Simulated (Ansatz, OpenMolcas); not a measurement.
How methods differ on C2H6AlF (SMILES [CH3][Al]([CH3])[F])

The species is C2H6AlF (10 atoms), meant as a singlet with charge 0. As SMILES, `[CH3][Al]([CH3])[F]`. The coordinates come from a PBE0-D4/def2-TZVP relaxation.

```jsonl
{"atom": "C", "x (Å)": "-0.5667", "y (Å)": "1.4126", "z (Å)": "-0.8585"}
{"atom": "Al", "x (Å)": "-0.2886", "y (Å)": "-0.4453", "z (Å)": "-0.3643"}
{"atom": "C", "x (Å)": "0.7947", "y (Å)": "-1.0931", "z (Å)": "1.1122"}
{"atom": "F", "x (Å)": "-1.0473", "y (Å)": "-1.6006", "z (Å)": "-1.2813"}
{"atom": "H", "x (Å)": "-1.1844", "y (Å)": "1.5171", "z (Å)": "-1.7529"}
{"atom": "H", "x (Å)": "-1.0540", "y (Å)": "1.9634", "z (Å)": "-0.0468"}
{"atom": "H", "x (Å)": "0.3871", "y (Å)": "1.9173", "z (Å)": "-1.0438"}
{"atom": "H", "x (Å)": "0.1894", "y (Å)": "-1.6767", "z (Å)": "1.8132"}
{"atom": "H", "x (Å)": "1.2698", "y (Å)": "-0.2838", "z (Å)": "1.6720"}
{"atom": "H", "x (Å)": "1.5832", "y (Å)": "-1.7623", "z (Å)": "0.7534"}
```

Each level gives the vertical energy of the triplet above the singlet (eV). The values are calculated.

```tsv
level	kind	program	value (eV)	CPU time (all runs)
BLYP/def2-SVP	GGA	Ansatz	5.49	33 s
M06-L/def2-SVP	meta-GGA	OpenMolcas	5.91	2.1 min
r2SCAN/def2-SVP	meta-GGA	OpenMolcas	5.61	2.4 min
PBE0/def2-SVP	global hybrid	OpenMolcas	5.84	81 s
wB97M-V/def2-SVP	range-separated hybrid	Ansatz	6.35	5.8 min
RPA@PBE0/def2-SVP	RPA	Ansatz	6.01	41 s
CCSD(T)/def2-SVP	coupled cluster or CI	Ansatz	6.32	2.4 min
CCSD/def2-SVP	coupled cluster or CI	Ansatz	6.41	1.9 min
```

The values span 5.49 to 6.41 eV. The coupled-cluster rows rest on a doubtful reference here (large T1 or Brueckner and Hartree–Fock orbitals at odds), and rows may lie in different states. A triplet this far above the singlet is often a Rydberg-like or dissociative state; sets without diffuse functions put Rydberg states too high. CPU times are rough (shared hosts, several kinds of processor and program).

Every level places the singlet well below the triplet at this geometry, from 5.49 eV with BLYP to 6.41 eV with CCSD. That ordering fits a closed-shell aluminium(III) compound: the valence electrons sit in strong, polar Al–C and Al–F σ bonds and in fluorine lone pairs, with no low-lying π system. The empty Al 3p orbital makes the molecule a Lewis acid, but filling it means breaking up an electron pair, probably one of Al–C σ character, and the gain in exchange energy doesn't repay that cost.

The gap doesn't rise steadily with the class of functional, since M06-L lies above PBE0, and the spread may partly reflect how each method balances exchange and correlation between the two spin states. The closeness of wB97M-V to CCSD(T) is therefore no proof of its accuracy. Because the gaps are vertical, they don't show how far the triplet would fall on relaxing, for instance by stretching an Al–C bond.
